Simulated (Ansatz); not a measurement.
## How basis sets differ on BF (SMILES [B]F)

The species is BF (2 atoms), meant as a singlet with charge 0. As SMILES, `[B]F`. The coordinates come from a PBE0-D4/def2-TZVP relaxation. The run starts from this shape.

```xyz
2

B     0.0000    0.0000   -0.0094
F     0.0000    0.0000    1.2537
```

Quantity: the adiabatic ionisation energy (to the doublet cation, no zero-point term), in eV. The values are calculated.

```
                          level          kind  program  value (eV)
                      HF/STO-3G  Hartree–Fock   Ansatz        7.08
                       HF/3-21G  Hartree–Fock   Ansatz       10.09
HF/6-31G* (Cartesian functions)  Hartree–Fock   Ansatz        9.65
                     HF/cc-pVTZ  Hartree–Fock   Ansatz        9.81
```

The values span 7.08 to 10.09 eV.

The minimal basis is the outlier: STO-3G gives 7.08 eV, while the three split-valence or larger sets lie between 9.65 and 10.09 eV. The electron leaves the 5σ orbital, essentially a lone pair on boron pointing away from fluorine. With a single fixed radial function per valence shell, this orbital cannot adapt to its molecular environment or contract after ionisation. The low value suggests that the neutral molecule suffers more from this rigidity than the cation. Splitting the valence shell removes most of the error, but the approach is not monotonic: 3-21G lies above both polarised sets, probably because the cation, with its shorter and more strongly polarised bond, gains more from d functions.

Even the cc-pVTZ value of 9.81 eV is clearly below the known ionisation energy of BF. The likely cause is missing correlation: ionisation breaks up the boron lone pair, whose correlation is enhanced by low-lying empty π orbitals. The closer agreement of 3-21G with experiment therefore reflects error cancellation, not a better description.
